One-dimensional Poole-Frenkel barrier lowering

1. The result

An electron leaving a donor feels the attraction of the charge it leaves behind. A uniform field tilts this well, so the electron has to climb only to a barrier top at finite distance, below the zero-field band edge. For a Coulomb well

  r_m = √(Zq/(4πεF)),   ΔE = √(Zq³F/(πε)),   e_n(F)/e_n(0) = exp(ΔE/kT).

This is the form given by Frenkel in 1938. The first two relations are exact for the stated potential. The third needs kinetic premises and is best read as an upper estimate.

Conventions. q > 0 is the elementary charge and e_n the emission rate. ε = ε_r ε₀, with SI formulas, so ΔE comes out in joule and is divided by q to give eV. F is the magnitude of the macroscopic field, which points along −x, so the force on the electron is f = qF along +x. The centre sits at the origin. The energy zero is the conduction-band edge at the origin, in the absence of the defect potential. Z is the net charge number of the centre after the electron has gone. E_b > 0 is the zero-field binding energy.

2. Premises

P1. Effective-mass continuum: far from the core the electron has kinetic energy p²/2m* above the band edge, and the crystal screens charges with ε.
P2. Outside the core the defect potential energy is −A/rⁿ with A, n > 0. Coulomb case: n = 1, A = Zq²/(4πε).
P3. The field is uniform over the distance r_m, and no other charge is near.
P4. The bound level is not shifted by the field.
P5. The states in the well stay thermally populated up to the barrier top, and an electron crossing the top outward does not return.
P6. The crossing is classical.
P7. Escape takes place along one coordinate, the half-line x > 0 that points down-field.

3. Barrier top of the Coulomb well

By P2 and P3 the potential energy on the half-line is

  V(x) = −A/x − f x.   (1)

V tends to −∞ both for x → 0 and for x → ∞, so it has a maximum between. The condition is

  V′(x) = A/x² − f = 0,   r_m = √(A/f).   (2)

At r_m the Coulomb pull equals the push of the field. The root is unique for x > 0, and V″ = −2A/r_m³ = −2f/r_m < 0 confirms a maximum. Inserting A = Zq²/(4πε) and f = qF gives r_m = √(Zq/(4πεF)).

From (2), A/r_m = f r_m: the two terms of (1) are equal at the top. Hence V(r_m) = −2f r_m. At zero field the escape threshold is V(∞) = 0, so the threshold has dropped by

  ΔE = −V(r_m) = 2f r_m = 2√(A f) = 2√(Zq³F/(4πε)) = √(Zq³F/(πε)).   (3)

By P4 the bound level stays at −E_b, and the barrier to climb is E_b − ΔE.

In three dimensions, V = −A/r − f x, the same point is a saddle. For a small transverse displacement y, r ≈ x + y²/2x, so −A/r ≈ −A/x + A y²/(2x³) and ∂²V/∂y² = +A/r_m³ = f/r_m, and likewise for z. The three curvatures sum to zero, as Laplace's equation requires. It is the only stationary point, hence the lowest pass out of the well, and (3) is also the exact lowering of the classical threshold in three dimensions. Only the rate formula is one-dimensional.

The image-force lowering at a metal contact follows from the same algebra with A = q²/(16πε), which gives √(q³F/(4πε)), half of (3) at Z = 1. The two are easily confused.

4. General power-law well

For V(x) = −A/xⁿ − f x,

  V′ = nA/x^(n+1) − f = 0,   r_m = (nA/f)^(1/(n+1)).   (4)

Multiplying the condition by r_m/n gives A/r_mⁿ = f r_m/n, so

  ΔE = A/r_mⁿ + f r_m = (1 + 1/n) f r_m = (1 + 1/n) (nA)^(1/(n+1)) (qF)^(n/(n+1)).   (5)

V″ = −n(n+1)A/r_m^(n+2) is negative, so this is again a maximum, and n = 1 returns (3). Because V is stationary at r_m, only the explicit field dependence contributes to the derivative, dΔE/dF = q r_m; differentiating (5) gives [n/(n+1)] ΔE/F, which is the same. The slope of ΔE against F thus gives the distance of the barrier top.

The field exponent n/(n+1) is 1/2 for a charge, 2/3 for a fixed dipole seen along its axis (n = 2) and 4/5 for a polarisable neutral centre (n = 4). Writing A = V₀r₀ⁿ turns (4) into r_m = r₀ (nV₀/(f r₀))^(1/(n+1)), which tends to r₀ for n → ∞. A steep-walled well of radius r₀ therefore has ΔE = qF r₀, linear in F.

5. From barrier to rate

A classical cell dx dp holds dx dp/h states. By P5 each is occupied with probability exp(−H/kT)/Q, where H = p²/2m* + V(x) and Q is the partition sum of the trapped electron. The outward flux through x = r_m is the density there times the velocity p/m*, summed over p > 0:

  e_n = (G/(hQ)) exp(−V(r_m)/kT) ∫₀^∞ (p/m*) exp(−p²/(2m*kT)) dp.   (6)

G counts spin and valley channels and does not depend on F. With s = p²/2m*, ds = (p/m*) dp, the integral is ∫₀^∞ exp(−s/kT) ds = kT. Neither the mass nor the barrier curvature survives. For E_b ≫ kT the sum Q is dominated by the lowest level of degeneracy g, so Q = g exp(E_b/kT), independent of F by P4. (The Rydberg series near the band edge is cut off by the field or by neighbouring ions, and each member weighs about exp(−E_b/kT) relative to the ground level.) With V(r_m) = −ΔE,

  e_n(F) = (G kT/(g h)) exp(−(E_b − ΔE)/kT).   (7)

For F → 0 the top recedes to infinity and ΔE → 0, while the prefactor is unchanged. Dividing,

  e_n(F)/e_n(0) = exp(ΔE/kT).   (8)

Only the ratio is to be used. The prefactor in (7) belongs to a one-dimensional model and does not replace the product of capture cross-section, thermal velocity and effective density of states that fixes e_n(0) by detailed balance. Nor may (8) be read as a capture cross-section growing as exp(ΔE/kT): a system in a field is not in equilibrium, and cascade capture at an attractive centre weakens with field, because the field removes the shallow states that catch the carrier. P7 matters even in one dimension: on the full line both exits are open at F = 0 but only one at F > 0, which would put a factor 1/2 in front of (8).

For a Coulomb centre ln e_n is linear in √F at fixed T, with slope √(Zq³/(πε))/kT, and the apparent activation energy is E_b − ΔE.

6. Illustration: thermal double donors in Si at 10⁴ V/cm

Thermal double donors (TDDs) are a family of oxygen aggregates that form in oxygen-rich Si near 720 K. Each binds two electrons in helium-like, effective-mass-like states. Emission from the singly positive state, the (+/++) level, leaves a doubly charged core: Z = 2. Emission from the neutral state, the (0/+) level, leaves the core plus one tightly bound electron: Z = 1.

Inputs. ε_r = 11.7, the compiled static value at 300 K (Ioffe Institute). Typical binding energies E_b ≈ 0.15 eV for (+/++) and ≈ 0.07 eV for (0/+). T = 70 K for (+/++), an illustrative choice in the range where this level is usually followed by deep-level transient spectroscopy (DLTS). F = 10⁴ V/cm, so f = 0.001 eV/nm.

With q²/(4πε₀) = 1.43996 eV nm, division by 11.7 gives A = 0.1231 eV nm per unit Z. Four digits are carried for the arithmetic only.

  level    Z   A (eV nm)   r_m (nm)   ΔE (meV)
  (0/+)    1   0.1231      11.09      22.19
  (+/++)   2   0.2461      15.69      31.38

In practical form ΔE = 0.222 meV × √(Z F), with F in V/cm. A steep-walled neutral trap of radius 1 nm would be lowered by only 1 meV, which is why a strong √F dependence marks a centre left charged by the emission.

For (+/++) at 70 K, kT = 6.032 meV, X ≡ ΔE/kT = 5.20, and (8) gives exp(X) = 1.8×10². The apparent activation energy falls from 0.15 to 0.12 eV.

7. Range of validity, with sizes for the (+/++) case

Direction of escape (P7). This is the largest correction. Along a ray at angle θ to the force, V = −A/r − f r cos θ, so (3) holds with f → f cos θ and the lowering is ΔE √(cos θ) for cos θ > 0. The model of Hartke (1968) assumes independent radial escape with an isotropic prefactor and an unchanged rate in the up-field hemisphere. With μ = cos θ = t², dμ = 2t dt,

  Φ(X) = 1/2 + (1/2)∫₀¹ exp(X√μ) dμ = 1/2 + ∫₀¹ t exp(Xt) dt = 1/2 + [1 + (X − 1) exp(X)]/X²,   (9)

the last step by parts. Since √μ ≤ 1, Φ never exceeds exp(X). For small X, Φ ≈ 1 + X/3; for large X, Φ ≈ exp(X)/X. At X = 5.20, Φ = 29, smaller than (8) by a factor 6.3. The logarithmic slope is d ln Φ/dX = ∫₀¹ t² exp(Xt) dt / Φ = 0.84. The apparent lowering is then 0.84 ΔE = 26 meV, and fitting the local slope of ln e_n against √F with (8) would return Z = 2 × 0.84² = 1.4 for a true Z = 2. The power-law prefactor is itself model-dependent: a classical flux through the three-dimensional saddle carries two transverse factors kT/ħω⊥ with m*ω⊥² = f/r_m, whose product varies as F^(−3/2), against 1/X ∝ F^(−1/2) from (9). The exponent ΔE/kT is common to all versions.

Tunnelling (P6). Near the top the barrier is an inverted parabola with m*ω² = 2f/r_m and transmission 1/[1 + exp(−2πη/ħω)] at energy η above the top (Kemble's formula, exact for a parabola). Replacing the classical step in (6) by it multiplies the rate by

  κ = ∫ dy exp(−y)/[1 + exp(−2πy/u)] = (u/2)/sin(u/2),   u = ħω/kT,   (10)

with y = η/kT over the whole real line; the substitution w = exp(−2πy/u) reduces it to ∫₀^∞ w^(a−1)/(1 + w) dw = π/sin(πa) with a = u/2π. It converges only for u < 2π, that is T > T₀ = ħω/(2πk); below T₀ the flux passes well under the top. The lighter, transverse mass of a Si valley, typically 0.19 m₀, is the worst case. With ħ²/m₀ = 0.07620 eV nm², ħω = 7.15 meV, T₀ = 13 K, u = 1.19 and κ = 1.06. For a scalar mass the quantisation of the two transverse modes, ω⊥ = ω/√2, gives an opposing factor [(u⊥/2)/sinh(u⊥/2)]² = 0.94 with u⊥ = u/√2. Since ω ∝ F^(3/4), T₀ reaches 70 K near 9×10⁴ V/cm. For (0/+), T₀ = 16 K and κ = 1.4 at an illustrative 35 K, which is no longer small.

Survival of the bound state. ΔE < E_b requires f < E_b²/(4A): F below 2.3×10⁵ V/cm for (+/++) and 1.0×10⁵ V/cm for (0/+). Tunnelling takes over earlier.

Populated, quasi-continuous well (P5). On a hydrogenic scale Z²R*/ν², with R* ≈ 31 meV the approximate effective-mass donor binding in Si, the barrier top lies at ν = Z√(R*/ΔE) = 2.0 for Z = 2 and 1.2 for Z = 1. Mass anisotropy spreads the real levels, but the message stands: few states lie below the top, and the electron must gain most of E_b − ΔE in large steps. A typical mobility of 10⁴ cm²/(V s) at 70 K with a conductivity mass near 0.26 m₀ gives a mean free path √(3kT/m*) m*μ_n/q of 1.6×10² nm, ten times r_m. This supports the no-return half of P5 and weakens the other half, since weak scattering also refills the upper states slowly. Upward phonon transitions still carry the Boltzmann factor of the energy gained, but the prefactor becomes a phonon rate that can vary with F, and the effective threshold can lock to an excited level lying several meV from the top, comparable with kT. This is an uncontrolled factor of order a few. In the opposite limit, mean free path below r_m, escape is diffusive and Onsager's treatment replaces (6). The dominance of the ground level in Q is safe: exp(−E_b/kT) = 1.6×10⁻¹¹.

Rigid level (P4). A hydrogenic radius a = A/(2E_b) = 0.82 nm gives a quadratic Stark shift −(9/4) f² a³/A of magnitude 0.005 meV. TDDs lack inversion symmetry, so a linear shift is allowed; an offset between electron and core charge as large as a would give f a = 0.82 meV, a factor 1.15 in rate. The same radius, small against 11 nm, justifies Z = 1 for (0/+).

Continuum and screening (P1). r_m is 29 lattice constants (approximately 0.543 nm), so the macroscopic F and ε apply. In nonpolar Si the static and high-frequency constants should coincide; the compiled high-frequency value 11.85 (Skelton 2020) gives ΔE = 31.2 meV. A typical low-temperature value near 11.4 gives 31.8 meV and raises the rate by 7 per cent.

Uniform field (P3). For an assumed space-charge density N = 10¹⁵ cm⁻³ the field of a junction falls linearly from 10⁴ V/cm to zero over W = εF/(qN) = 6.5×10² nm, a change of 2.4 per cent across r_m. A singly charged positive ion at half the spacing N^(−1/3), d = 50 nm, acts most strongly when it lies down-field on the axis. It adds 4.9 per cent to F at the centre and 10 per cent at the barrier top. Measured from its value at the centre, which shifts the bound level as well, its potential energy is −A₁[1/(d − x) − 1/d], with A₁ the Z = 1 value of A. Added to (1), this moves the top to 15.0 nm and −32.5 meV, so ΔE grows by up to 1.1 meV, a factor 1.2 in rate. Centres across W see all fields from the maximum to zero, so a measurement must select a thin slice. At low field the formula fails once r_m approaches the ion spacing. With r_c = A/kT = 41 nm one has X = 2r_c/r_m, so the effect matters only for r_m below about 2r_c.

Species mixture. The (+/++) binding energies of the TDD family typically span about 0.03 eV, as large as ΔE. This cancels from (8) for each species but broadens an unresolved DLTS peak and blurs its activation energy.

8. Weighing the number

For (+/++) at 10⁴ V/cm the model gives a top at 16 nm and a threshold lowered by 31 meV, secure to about 1 meV within P1 to P4. As typical knowledge, not as a measurement, apparent activation energies of this level in ordinary junction fields lie a few tens of meV below 0.15 eV, the size found here; this is no test, since the zero-field value is often itself an extrapolation in √F. The rate factor is weaker. One-dimensional enhancements for Coulomb centres typically come out too high by several times, the direction and size that (9) indicates. The model's enhancement at 70 K is 1.8×10² in one dimension and 29 after the angular average, each uncertain by a further factor of a few through P5.